# Drift mobility and Hall factor of electrons in the X valleys of n-type 3C-SiC

## Problem

The conduction band of cubic silicon carbide (3C-SiC, zinc-blende structure) has its minima at the X points of the fcc Brillouin zone. The six half-ellipsoids on the square zone faces join into three equivalent valleys with long axes along $[100]$, $[010]$ and $[001]$. With $\mathbf k$ counted from the valley minimum,

$$E=\frac{\hbar^2k_l^2}{2m_l}+\frac{\hbar^2(k_{t1}^2+k_{t2}^2)}{2m_t}.$$

Collisions are described by a relaxation-time tensor that is diagonal in the valley axes and depends on energy only, with components $\tau_l(E)$ and $\tau_t(E)$. The electron charge is $-e$ with $e>0$, and $m_0$ is the free-electron mass.

**Data**

- Typical masses: $m_l=0.67\,m_0$, $m_t=0.25\,m_0$.
- Assumed scattering law: $\tau_t=\tau_0x^{s}$ with $x=E/k_BT$ and $s=-\tfrac12$, the exponent of acoustic-phonon scattering, and $\tau_t/\tau_l=\rho=0.80$ at all energies.
- Assumed $\tau_0=180$ fs, chosen so that the drift mobility comes out near 800 cm²/(V s), a typical room-temperature value for lightly doped crystals of good quality.
- Assumed sample: $T=300$ K, $\mathbf B\parallel[001]$, $B=0.50$ T, Hall coefficient $R_H=-625$ cm³/C.
- Assumed for part (e): the $[001]$ valley is raised by $\Delta=5.0$ meV, and the shear deformation potential has the order of magnitude $\Xi_u=10$ eV.

**Questions**

(a) Derive the drift mobility $\mu$ and the weak-field Hall factor $r_H$, defined by $R_H=-r_H/(ne)$, and find the range of its anisotropy part.

(b) Evaluate the valley mobilities and $\mu$.

(c) Evaluate $r_H$, and repeat for $\rho=1.00$ and $0.50$ at fixed $\tau_t$.

(d) Find the electron density, the Hall mobility and the resistivity. Test the assumptions of Boltzmann statistics and of weak field.

(e) A (001) film grown on silicon is biaxially strained. Find the in-plane mobility and the anisotropy factor for $\mathbf B$ normal to the film, with masses and times unchanged.

Intermediate values carry guard digits and are propagated unrounded. The inputs support two figures in mobilities and densities.

## Solution

### (a) The formulas

**One valley.** Write the distribution as $f=f_0+(-\partial f_0/\partial E)\,\hbar\mathbf k\cdot\mathbf u(E)$, where $\hbar k_i=m_iv_i$ in the valley axes. The steady Boltzmann equation with force $-e(\boldsymbol{\mathcal E}+\mathbf v\times\mathbf B)$ is taken to first order in the electric field $\boldsymbol{\mathcal E}$. The magnetic force gives zero on any function of $E$ alone, because $\nabla_{\mathbf k}E=\hbar\mathbf v$ is perpendicular to $\mathbf v\times\mathbf B$. Acting on $\hbar\mathbf k\cdot\mathbf u$ it gives $-e(\mathbf v\times\mathbf B)\cdot\mathbf u=+e\,\mathbf v\cdot(\mathbf u\times\mathbf B)$. The collision term lets component $i$ decay at the rate $1/\tau_i(E)$. This is the approximation of Herring and Vogt (1956), meant for scattering that either conserves energy or randomises velocity. Matching the coefficients of $v_i$ gives a Drude equation on each energy shell:

$$\frac{m_iu_i}{\tau_i}=-e\,(\boldsymbol{\mathcal E}+\mathbf u\times\mathbf B)_i .$$

On a shell $m_iv_i^2$ averages to $2E/3$ for each $i$, and the density of states goes as $E^{1/2}$. The valley current is therefore $j_i=-en_\nu\langle u_i\rangle$, where for Boltzmann statistics

$$\langle X\rangle=\frac{1}{\Gamma(5/2)}\int_0^\infty X\,x^{3/2}e^{-x}\,dx .$$

The weight is $x^{3/2}$, not the $x^{1/2}$ of the particle number. With $\mu_i(E)=e\tau_i/m_i$, $\mathbf B=B\hat{\mathbf z}$ and valley axes along $x,y,z$, the shell equations solve exactly:

$$\sigma^{\nu}_{xx}=n_\nu e\left\langle\frac{\mu_x}{1+\mu_x\mu_yB^2}\right\rangle,\qquad \sigma^{\nu}_{yx}=-\sigma^{\nu}_{xy}=n_\nu eB\left\langle\frac{\mu_x\mu_y}{1+\mu_x\mu_yB^2}\right\rangle .$$

**Sum over valleys.** For any direction of $\mathbf B$, and to first order in it,

$$\mathbf j^{\nu}=n_\nu e\left[\langle\hat\mu\rangle\boldsymbol{\mathcal E}-\boldsymbol{\mathcal E}\times\langle\hat C\rangle\mathbf B\right],\qquad \hat C=(\det\hat\mu)\,\hat\mu^{-1}.$$

The cofactor tensor $\hat C$ has the principal value $\mu_t^2$ along the long axis and $\mu_l\mu_t$ along each short axis. Both $\hat\mu$ and $\hat C$ are symmetric second-rank tensors. Summed over a set of equally populated valleys that the cubic group maps onto itself, each becomes a multiple of the unit tensor. The trace does not change under rotation, so the multiple is one third of the trace:

$$\mu=\frac e3\left(\frac{\langle\tau_l\rangle}{m_l}+\frac{2\langle\tau_t\rangle}{m_t}\right),\qquad \bar C=\frac{e^2}{3}\left(\frac{2\langle\tau_l\tau_t\rangle}{m_lm_t}+\frac{\langle\tau_t^2\rangle}{m_t^2}\right).$$

The argument holds equally for $\langle111\rangle$ valleys. It fails for the hexagonal polytypes of SiC, whose summed tensors keep two independent components.

**Hall factor.** Setting $j_y=0$, with $\sigma_{xx}=\sigma_{yy}$ after the sum, gives

$$R_H=\frac{\mathcal E_y}{j_xB}=-\frac{\sigma_{yx}}{B(\sigma_{xx}^2+\sigma_{yx}^2)}\;\longrightarrow\;-\frac{1}{ne}\,\frac{\bar C}{\mu^2}\quad(B\to0).$$

If $\tau_t/\tau_l$ does not depend on energy, both times share one energy function. Then $\langle\tau_i\tau_j\rangle=r_\tau\langle\tau_i\rangle\langle\tau_j\rangle$ with $r_\tau=\langle\tau^2\rangle/\langle\tau\rangle^2$, which is the same for either time. From here on $\mu_l$ and $\mu_t$ denote averaged mobilities, and

$$\boxed{r_H=\frac{\langle\tau^2\rangle}{\langle\tau\rangle^2}\,a(K),\qquad a(K)=\frac{3K(K+2)}{(2K+1)^2},\qquad K=\frac{\mu_t}{\mu_l}=\frac{m_l}{m_t}\,\frac{\tau_t}{\tau_l}}$$

**Range.** Since $(2K+1)^2-3K(K+2)=(K-1)^2$,

$$a(K)=1-\left(\frac{K-1}{2K+1}\right)^2,\qquad \frac{da}{dK}=\frac{6(1-K)}{(2K+1)^3}.$$

For $K\ge1$ the factor falls monotonically from $a(1)=1$ towards $3/4$, which it reaches only as $K\to\infty$, so $3/4<a\le1$. For $K<1$ it is also below 1, but it tends to zero as $K\to0$, and the lower bound $3/4$ is lost.

For a power law, $\langle x^{p}\rangle=\Gamma(\tfrac52+p)/\Gamma(\tfrac52)$, and

$$r_\tau=\frac{\Gamma(\tfrac52)\,\Gamma(\tfrac52+2s)}{\Gamma(\tfrac52+s)^2}.$$

### (b) Drift mobility

For $s=-\tfrac12$, $\langle x^{-1/2}\rangle=\Gamma(2)/\Gamma(\tfrac52)=4/(3\sqrt\pi)=0.7523$. Hence

$$\langle\tau_t\rangle=0.7523\times180\ \text{fs}=135.4\ \text{fs},\qquad \langle\tau_l\rangle=\frac{135.4\ \text{fs}}{0.80}=169.3\ \text{fs}.$$

With $e/m_0=1.7588\times10^{11}$ C/kg, and 1 C s/kg = 1 m²/(V s) = $10^4$ cm²/(V s),

$$\mu_t=\frac{(1.7588\times10^{11}\ \text{C/kg})(135.4\times10^{-15}\ \text{s})}{0.25}=952.6\ \text{cm}^2/(\text{V s}),$$

$$K=\frac{0.67}{0.25}\times0.80=2.68\times0.80=2.144,\qquad \mu_l=\frac{\mu_t}{K}=444.3\ \text{cm}^2/(\text{V s}).$$

For a field along $[100]$ one valley presents $\mu_l$ and two present $\mu_t$:

$$\mu=\frac{444.3+2\times952.6}{3}\ \text{cm}^2/(\text{V s})=783.2\ \text{cm}^2/(\text{V s}).$$

The model's drift mobility is $7.8\times10^2$ cm²/(V s) in every direction. Its size follows from the choice of $\tau_0$ and predicts nothing. The familiar form $\mu=e\langle\tau\rangle/m_c$, with $3/m_c=1/m_l+2/m_t$ and so $m_c=0.316\,m_0$, applies only for $\rho=1$.

### (c) Hall factor

The energy part is $r_\tau=\Gamma(\tfrac52)\Gamma(\tfrac32)/\Gamma(2)^2=3\pi/8=1.1781$. The anisotropy part is

$$a=\frac{3\times2.144\times4.144}{5.288^2}=\frac{26.654}{27.963}=0.9532 .$$

Two controls give the same number. First, $(K-1)/(2K+1)=0.2163$, whose square is $1-a=0.0468$. Second, in mobility units $(2\mu_l\mu_t+\mu_t^2)/3=5.847\times10^5$ cm⁴/(V² s²) and $\mu^2=6.134\times10^5$ cm⁴/(V² s²), with ratio 0.9532. Then

$$r_H=1.1781\times0.9532=1.123 .$$

This value does not depend on $\tau_0$. For the other assumed ratios, at fixed $\tau_t$:

| $\rho=\tau_t/\tau_l$ | $K$ | $a(K)$ | $r_H$ | $\mu$ in cm²/(V s) |
|---|---|---|---|---|
| 1.00 | 2.680 | 0.930 | 1.096 | 754 |
| 0.80 | 2.144 | 0.953 | 1.123 | 783 |
| 0.50 | 1.340 | 0.991 | 1.168 | 872 |

A longer $\tau_l$ offsets the heavier $m_l$, moves $K$ towards 1 and removes most of the anisotropy correction. With this mass ratio $a$ stays far above $3/4$ in all three rows.

The energy part matters more than the anisotropy part. It is 1 for $s=0$, $1.1781$ for $s=-\tfrac12$, and $315\pi/512=1.93$ for $s=+\tfrac32$, the exponent of ionised-impurity scattering when the screening logarithm is treated as constant. The step from $s=0$ to $s=-\tfrac12$ alone changes $r_H$ by 18 %, against 4.7 % for $1-a$. At 300 K electrons in 3C-SiC also scatter from polar optical and intervalley phonons, which no single power law represents. The value 1.12 therefore belongs to the model. Two further limits apply. When mechanisms of different anisotropy mix, $\tau_t/\tau_l$ depends on energy, the product form fails and $\bar C/\mu^2$ has to be evaluated from the separate averages. A non-parabolicity that replaces $E$ by $E(1+\alpha E)$ in the dispersion scales all velocity components alike, so it changes $r_\tau$ and leaves $a(K)$ as it is.

### (d) Density, Hall mobility, resistivity

The apparent density is

$$n_H=\frac{1}{e|R_H|}=\frac{1}{(1.6022\times10^{-19}\ \text{C})(625\ \text{cm}^3/\text{C})}=9.986\times10^{15}\ \text{cm}^{-3}.$$

The density of the model, its Hall mobility $\mu_H=|R_H|\sigma$ and its resistivity are

$$n=r_Hn_H=1.121\times10^{16}\ \text{cm}^{-3},\qquad \mu_H=r_H\mu=879.5\ \text{cm}^2/(\text{V s}),$$

$$\frac1\sigma=\frac{1}{ne\mu}=\frac{|R_H|}{\mu_H}=\frac{625\ \text{cm}^3/\text{C}}{879.5\ \text{cm}^2/(\text{V s})}=0.711\ \Omega\,\text{cm}.$$

Setting $r_H=1$ makes $n$ too low by 11 %. Keeping $r_\tau$ and dropping $a$ makes it too high by $1/a-1=4.9$ %.

**Statistics.** The density-of-states mass of one valley is $m_d=(m_lm_t^2)^{1/3}=0.347\,m_0$. With two spin states and three valleys,

$$N_c=2\times3\left(\frac{m_dk_BT}{2\pi\hbar^2}\right)^{3/2}=1.54\times10^{19}\ \text{cm}^{-3},$$

so $n/N_c=7.3\times10^{-4}$ and Boltzmann statistics hold. The valley number enters $N_c$ only. It cancels from $\mu$ and $r_H$.

**Field.** The largest Hall-angle parameter is $\mu_tB=(0.09526\ \text{m}^2/(\text{V s}))(0.50\ \text{T})=0.0476$. Integrating the exact expressions for $\sigma^\nu_{xx}$ and $\sigma^\nu_{yx}$ numerically at 0.50 T, summing the three valleys and inserting the sums in the full formula for $R_H$ changes $|R_H|$ at fixed $n$ by $-0.2$ %. This is small against $1-a$, and the weak-field formula is adequate.

### (e) Strained film

In the deformation-potential convention where a valley with axis $\hat{\mathbf a}$ shifts by $\Xi_d\,\mathrm{tr}\,\varepsilon+\Xi_u\,\hat{\mathbf a}\cdot\varepsilon\cdot\hat{\mathbf a}$, the dilatation term with $\Xi_d$ is common to all valleys. A biaxial strain $\varepsilon_{xx}=\varepsilon_{yy}\ne\varepsilon_{zz}$ gives $\Delta=E_{[001]}-E_{[100]}=\Xi_u(\varepsilon_{zz}-\varepsilon_{xx})$. The assumed splitting corresponds to $\varepsilon_{zz}-\varepsilon_{xx}=5.0\ \text{meV}/10\ \text{eV}=5\times10^{-4}$, which for positive $\Xi_u$ is the sign produced by in-plane compression.

With $k_BT=25.85$ meV, $\Delta/k_BT=0.1934$ and $e^{-\Delta/k_BT}=0.8241$. The population fractions are

$$w_x=w_y=\frac{1}{2+e^{-\Delta/k_BT}}=0.3541,\qquad w_z=1-2w_x=0.2918 .$$

The trace argument no longer applies, and the tensors are summed with these weights. For current along $x$ the $[100]$ valley presents $\mu_l$ and the other two present $\mu_t$. For $\mathbf B\parallel z$ the product $\mu_x\mu_y$ is $\mu_l\mu_t$ in the two in-plane valleys and $\mu_t^2$ in the $[001]$ valley:

$$\mu_\parallel=w_x(\mu_l+\mu_t)+w_z\mu_t=772.6\ \text{cm}^2/(\text{V s}),$$

$$a'=\frac{2w_x\mu_l\mu_t+w_z\mu_t^2}{\mu_\parallel^2}=\frac{K(2w_x+w_zK)}{[w_x(1+K)+w_zK]^2}=0.946 .$$

The plane stays isotropic because $w_x=w_y$. The mobility changes by $-1.3$ % and the anisotropy factor by $-0.007$, a fraction 0.16 of the unstrained correction $1-a$. The limits bracket the effect. With the $[001]$ valley empty ($w_x=\tfrac12$), $a'=4K/(K+1)^2=0.868$. With all electrons in it ($w_z=1$), the orbit plane sees $m_t$ only and $a'=1$. The cubic formula thus needs $|\Delta|\ll k_BT$. The estimate holds the times fixed, although a splitting also alters the intervalley scattering rates.

### Results of the model

| Quantity | Value |
|---|---|
| $K$, $a(K)$, $r_\tau$, $r_H$ | 2.14, 0.953, 1.18, 1.12 |
| $\mu$ (set by the choice of $\tau_0$) | $7.8\times10^2$ cm²/(V s) |
| $\mu_H$ | $8.8\times10^2$ cm²/(V s) |
| $n$ | $1.1\times10^{16}$ cm⁻³ |
| Resistivity | 0.71 Ω cm |
| $\mu_\parallel$, $a'$ at $\Delta=5.0$ meV | $7.7\times10^2$ cm²/(V s), 0.946 |